**Q:** I measure atomic lines to look for a drift of the fine-structure constant $\alpha$. What do these numbers for singly charged ions mean?

**A:** They are Dirac–Hartree–Fock results. $\varepsilon$ is an orbital energy and $q=d\varepsilon/dx$ its slope against $x=(\alpha/\alpha_0)^2-1$, with $\alpha_0$ the true value. The atomic unit of energy is held fixed, so $q$ contains only relativistic effects, including the response of all other electrons.

Singly charged ions, computed with B-spline radial code 1: Dirac-Coulomb Hartree-Fock for a spherical atom at the basis-set limit, averaged over the nl configuration, Fermi nucleus (skin thickness 2.3 fm), no Breit or QED terms. The slopes q = dε/dx (dE/dx for the total energy E), with x = (α/α0)² − 1, come from runs with the speed of light scaled by 0.98 and 1.02.

```tsv
species	Z	electrons	configuration	ε(3d5/2) (eV)	ε(4s1/2) (eV)	q(3d5/2) (eV)	q(4s1/2) (eV)	q(total energy) (eV)
Sc+	21	20	[Ar] 3d1 4s1	-16.0669	-12.1304	0.1982	-0.06668	-100.3
Mn+	25	24	[Ar] 3d5 4s1	-22.9682	-14.4821	0.3271	-0.1545	-212.9
Ge+	32	31	[Ar] 3d10 4s2 4p1	-52.3868	-23.3870	1.235	-0.4370	-618.9
Kr+	36	35	[Ar] 3d10 4s2 4p5	-113.373	-42.7009	2.666	-1.080	-1037
Zr+	40	39	[Kr] 4d2 5s1	-206.791	-74.8307	4.416	-2.620	-1650
Ru+	44	43	[Kr] 4d7	-310.191	-101.232	6.072	-5.504	-2517
Ag+	47	46	[Kr] 4d10	-399.444	-124.330	7.887	-8.272	-3377
Sb+	51	50	[Kr] 4d10 5s2 5p2	-562.656	-185.111	12.48	-12.36	-4879
Cs+	55	54	[Kr] 4d10 5s2 5p6	-755.800	-258.857	17.83	-19.19	-6882
Ce+	58	57	[Xe] 4f1 5d2	-918.451	-321.653	21.03	-27.49	-8783
Sm+	62	61	[Xe] 4f6 6s1	-1116.56	-377.981	24.43	-41.71	-11950
Tb+	65	64	[Xe] 4f9 6s1	-1278.73	-426.698	27.96	-54.83	-14910
Tm+	69	68	[Xe] 4f13 6s1	-1508.30	-496.217	33.30	-76.87	-19770
Ta+	73	72	[Xe] 4f14 5d3 6s1	-1783.82	-601.609	42.79	-103.4	-25950
Os+	76	75	[Xe] 4f14 5d6 6s1	-2015.96	-698.623	51.31	-129.2	-31630
Hg+	80	79	[Xe] 4f14 5d10 6s1	-2349.55	-842.776	64.13	-173.3	-40880
Bi+	83	82	[Xe] 4f14 5d10 6s2 6p2	-2635.60	-980.556	77.88	-212.5	-49340
```

A larger $\alpha$ deepens 4s1/2 and raises 3d5/2 in every row. $|q/\varepsilon|$ climbs from 0.55% to 22% for 4s and stays between 1.2 and 3.0% for 3d.

**Q:** Why does 4s go down, and so steeply?

**A:** Take the hydrogen-like ion as an analogy. The Dirac equation replaces $n$ by $\nu=n-|\kappa|+\gamma$, where $|\kappa|=j+\tfrac12$ and $\gamma=\sqrt{\kappa^2-(Z\alpha)^2}$. Since $d\gamma/dx=-(Z\alpha)^2/2\gamma$, the level slides down its series:

$$q_{\rm near}=-\frac{(Z\alpha)^2}{2\gamma}\,\frac{d\varepsilon}{dn}.$$

For s electrons the first factor arises near the nucleus, where even a 4s electron feels the full $Z$. The analogy ends farther out: the spacing $d\varepsilon/dn$ depends on screening, and one electron has no neighbours that respond.

The spacing can be had without a fit. In hydrogen-like ions it is $Z^2/n^3$ hartree and the s density at the nucleus also goes as $1/n^3$, so $d\varepsilon/dn\approx Z^2\rho_{4s}/\rho_{1s}$. For Ta+ the run with the speed of light reduced by 2%, whose orbitals are at hand, gives $\rho_{4s}/\rho_{1s}=4159/538693=0.00772$, hence $73^2\times0.00772=41.1$ hartree. With $(73\alpha)^2=0.2838$ and $\gamma=0.846$ the prefactor is 0.168, and $q_{\rm near}=-6.90$ hartree $=-188$ eV. The table has −103.4 eV, a fraction 0.55; Kr+ and Cs+ give 0.47 and 0.50. In hydrogen the leading shift carries the bracket $1/(j+\tfrac12)-3/4n$, or $1-3/16=0.81$ for 4s, but that size does not carry over: the $3/4n$ term comes from the binding energy of the level, 22 hartree here against $73^2/32=167$ for the bare ion. The loss has two other sources. The relativistic correction weights the square of the potential, and part of it is collected outside the innermost shell, where the charge is already screened. The contraction of the other shells then screens 4s further. These numbers do not separate the two.

**Q:** Does that describe the whole column?

**A:** For core 4s, roughly. Setting $d\varepsilon/dn\propto(Z-\sigma)^2$ gives $q=-A(Z\alpha)^2(Z-\sigma)^2/\gamma$. With the screening constant $\sigma$ from Slater's rules plus one offset, $A$ and the offset were fitted to the rows from Zr+ on. The rms misfit relative to the table is 4.1%, the worst being Cs+ at 9%. A plain power law, $Z^{5.9}$, reaches 5.1% and the model without $1/\gamma$ 6.1%, so the fit hardly selects the form and its constants carry no meaning. The form does suggest why the growth exceeds $Z^4$: $Z-\sigma$ rises faster in proportion than $Z$, and $1/\gamma$ adds a little. On the four lighter rows, left out of the fit, the model overshoots, by 11% at Kr+ and 68% at Sc+, where 4s is a valence orbital and $Z-\sigma$ is only a few units. The row-by-row figures are in the output after this text.

**Q:** Why does 3d5/2 go up?

**A:** The hydrogenic bracket is only $1/3-1/4=1/12$, but it is positive, so a bare 3d5/2 level also sinks: −3.78 eV at $Z=36$, against +2.666 eV in Kr+. Screening shrinks this direct term a great deal but leaves its sign, so the rise needs the response of the other electrons. The standard cause is indirect: s and p shells contract, and the d electron, held off the nucleus by its angular momentum, sees a better screened charge. The total electron repulsion does rise with $x$ in the five ions checked, by 269 eV per unit $x$ in Kr+, which agrees with contraction without isolating the d share.

Spin–orbit coupling also sits in this column, lifting 3d5/2 above the centre of the doublet by 2/5 of the splitting. The doublet energies come from the runs with the speed of light reduced by 2%; scaled back as $\alpha^2$, the splittings are 1.38 eV (Kr+), 14.5 eV (Cs+) and 60 eV (Ta+). If they go as $\alpha^2$, that lift is 21, 33 and 56% of $q$, and the centre still rises in all three ions. Subtracting the whole splitting gives about +1.3, +3.3 and −17 eV for 3d3/2, an estimated change of sign between Cs+ and Ta+. That d levels rise with $\alpha$ is thus safe here for $j=5/2$ only. From Zr+ on, $q$(3d5/2) grows as only $Z^{3.8}$. $|q(4s)|$ passes it at Ag+, falls just behind at Sb+ and leads from Cs+.

**Q:** Both columns have kinks. Are they physical?

**A:** They follow the shell being filled. $q$(3d5/2) gains 0.60 eV per unit $Z$ from Ru+ to Ag+ and 1.15 from Ag+ to Sb+, where 5s and 5p enter; it slows to 0.85 from Ce+ to Sm+, where 4f fills. A charged spherical shell would explain the pattern: inside it the potential is constant and proportional to 1/radius. Outer s and p electrons contract as $\alpha$ grows and push every inner level up; d and f electrons expand and let them down. Both $q$ should then move together and their difference should be smooth.

It is: a power law fits $q(3d)-q(4s)$ to 1.9% rms, against 7.3% and 5.1% for the two columns. At Cs+ both lie about 2 eV above their smooth curves, at Tm+ both below. These deviations are taken from different curves, a power law for 3d and the screened model for 4s, so their statistics (same sign in 10 of 13 rows, correlation −0.09, Bi+ opposed) depend on that choice and prove little. The row-to-row exponents need no curve: where $|q(3d)|$ speeds up, $|q(4s)|$ tends to slow down (correlation −0.56), and their scatter is 0.25 for the difference against 1.00 and 0.72 for the two columns. The summed $\langle r^2\rangle$ grows with $\alpha$ only in Ru+, Ag+ and Ce+, whose outermost electrons are d, but it weights the tail rather than $1/r$, and Ce+ still lies above both curves. Filling 5d slows 3d less than filling 4d does, for reasons not tested here. The picture is also loose for 4d and 4f, which overlap 4s. Finally, closed shells of equal $l$ can be mixed without changing the energy, and the convention changes for 4s first at Ge+, for 3d first at Ag+, and again wherever a further shell of that $l$ closes, so steps there may be partly convention; the slowing across the 4f rows, where no s or d shell closes, cannot be. The shell response is supported, short of proved.

The ratio $q/\varepsilon$ adds kinks of $\varepsilon$ itself. For 4s it stalls at 6.7% from Ag+ to Sb+, where $|\varepsilon|$ grows by 15.2 eV per unit $Z$, twice the 7.7 before, since 5s and 5p screen 4s less than 4d does.

**Q:** Is $q$(total energy) any use?

**A:** As a check. Let $P$ and $M$ be the mean values of the Dirac momentum term ($\propto c$) and mass term ($\propto c^2$, rest energy removed), so that the kinetic energy is $T=P+M$. Hellmann–Feynman gives $c\,\partial E/\partial c=P+2M$, the virial theorem for a point nucleus gives $M=E$, and $dx=-2\,dc/c$, so $q=-(T+E)/2$. For Ta+, $(17518.95-15616.34)/2$ hartree is 25886 eV against 25950 eV; nuclear size accounts for most of the gap (55 eV with the density of the run at reduced speed of light, about 51 eV with the density interpolated to the true value), the finite step and rounding for nearly all the rest. This identity says nothing about single orbitals. The column is 1.39 (Sc+) to 1.84 (Bi+) times the value for a bare 1s pair, for which $q$ is $1/\gamma$ times the whole relativistic shift, 1.26 at Bi+. The omitted Gaunt energy, 6.7 eV in Sc+, would cut $|q|$ there by about 7% if it scales as $\alpha^2$; the omitted self-energy, 4.4 eV and growing faster with $\alpha$, would cut it by a similar amount.

**Q:** What should I guess for other shells and charges, and can I use these values for my lines?

**A:** A 5s series would repeat the 4s curve, smaller at given $Z$ because its spacing is smaller. A p1/2 level has $|\kappa|=1$ and should follow s. For p3/2, with $|\kappa|=2$, the direct term is small enough for the added screening to cancel most of it, so expect a much smaller $q$ of either sign, often positive for outer shells. Valence 4d, 5d and 4f should rise, their direct terms being small. Stripping electrons removes screening and widens the spacing, so s shifts grow and d shifts must turn negative towards the bare ion. The sensitive pairs are s against d or f in heavy ions, where opposite signs add: already $0.327+0.155=0.48$ eV in Mn+. That is an orbital difference averaged over an open configuration, without correlation or Breit terms, and from Ge+ on both shells are full. A line needs the difference of $q$ between two actual levels.

Output of the analysis:

```
x(0.98c)=0.04123, x(1.02c)=-0.03883; rounding of q <0.05%, of local exponents ~0.02; 1/gamma 1.012..1.257
q4s model [no 1/gamma, offset free], Zr+ on: offset -1.00, A=0.1682 eV (H/128=0.2126), rms 6.1%
q4s model [1/gamma, pure Slater], Zr+ on: offset 0.00, A=0.1596 eV (H/128=0.2126), rms 9.4%
q4s model [1/gamma, offset free], Zr+ on: offset -2.58, A=0.1338 eV (H/128=0.2126), rms 4.1%
power law q4s, Zr+ on: Z^5.91, rms 5.1%
power law q3d, Zr+ on: Z^3.83, rms 7.3%
power law q3d-q4s, Zr+ on: Z^5.04, rms 1.9%
power law qtot, Zr+ on: Z^4.65, rms 2.1%
power law bare 1s pair, Zr+ on: Z^4.48, rms 2.6%
alt q4s = -R|eps|(Za)^2/gamma: R=0.476, rms 8.8%
ion q4/|e|% R model-err% tab-mod(eV) d|e4|/dZ q3/|e|% dq3/dZ p3 p4 pDiff qtot/q(1s2) [slopes eV/Z, from row above]
Sc+   -0.55 0.231  67.7   0.05   nan  1.23   nan   nan   nan   nan  1.39
Mn+   -1.07 0.315  25.0   0.04   0.6  1.42  0.03  2.87  4.82  3.43  1.45
Ge+   -1.87 0.333  26.4   0.12   1.3  2.36  0.13  5.38  4.21  5.04  1.54
Kr+   -2.53 0.354  10.8   0.12   4.8  2.35  0.36  6.53  7.68  6.85  1.59
Zr+   -3.50 0.393   0.1   0.00   8.0  2.14  0.44  4.79  8.41  5.98  1.63
Ru+   -5.44 0.499  -6.1  -0.34   6.6  1.96  0.41  3.34  7.79  5.22  1.66
Ag+   -6.65 0.531  -3.4  -0.28   7.7  1.97  0.60  3.97  6.18  5.06  1.69
Sb+   -6.68 0.447   7.8   0.97  15.2  2.22  1.15  5.62  4.92  5.26  1.72
Cs+   -7.41 0.422   9.2   1.76  18.4  2.36  1.34  4.72  5.83  5.28  1.74
Ce+   -8.55 0.432   3.8   1.03  20.9  2.29  1.07  3.11  6.77  5.09  1.76
Sm+  -11.03 0.481  -0.1  -0.04  14.1  2.19  0.85  2.25  6.25  4.65  1.78
Tb+  -12.85 0.503  -1.0  -0.56  16.2  2.19  1.18  2.86  5.79  4.75  1.79
Tm+  -15.49 0.528  -1.8  -1.42  17.4  2.21  1.33  2.93  5.66  4.78  1.81
Ta+  -17.19 0.513  -0.7  -0.72  26.3  2.40  2.37  4.45  5.26  5.02  1.82
Os+  -18.49 0.500  -1.1  -1.37  32.3  2.55  2.84  4.51  5.53  5.24  1.83
Hg+  -20.56 0.490  -2.5  -4.39  36.0  2.73  3.20  4.35  5.73  5.34  1.83
Bi+  -21.67 0.470  -2.9  -6.13  45.9  2.95  4.58  5.28  5.54  5.47  1.84
worst q4s row: fitted Cs+ , left out Sc+
local exponents above Zr+, std: 3d 1.00, 4s 0.72, diff 0.25; corr(p3,p4) -0.56
q3d minus power law (eV), Zr+ on: -0.1 -0.5 -0.5 1.0 2.5 2.2 0.1 -1.1 -3.3 -2.6 -1.6 -0.3 3.7
residuals 3d vs 4s: corr -0.09, same sign in 10 of 13
bare Dirac q(3d5/2): Z=36 -3.78 eV, Z=83 -110.6 eV; |q4s|>q3d from Ag+
ion (listed-table)/x+ for 3d,4s | split at x=0, 2/5 split, share%, j-avg q, est q(3d3/2) | near-nucleus 4s term, q4s/it (eV)
Kr+ 2.68 -1.08 | 1.38 0.55 21 2.11 1.28 | -2.32 0.47
Cs+ 17.85 -19.26 | 14.54 5.82 33 12.01 3.29 | -38.39 0.50
Ta+ 42.94 -104.24 | 60.05 24.02 56 18.77 -17.26 | -187.68 0.55
ion -(T+E)/2, dev from table %, q(x=0), gap, floor, nuclear-size term, dVee/dx (eV)
Sc+ -100.2 -0.07 -100.3 -0.03 0.03 nan 31
Kr+ -1036.1 -0.09 -1036.8 -0.72 0.34 -0.63 269
Cs+ -6873.5 -0.12 -6880.9 -7.39 0.34 -7.57 1604
Ta+ -25886.3 -0.25 -25941.7 -55.36 3.40 -54.82 4843
Bi+ -49164.4 -0.36 -49309.7 -145.23 3.40 nan 8996
```
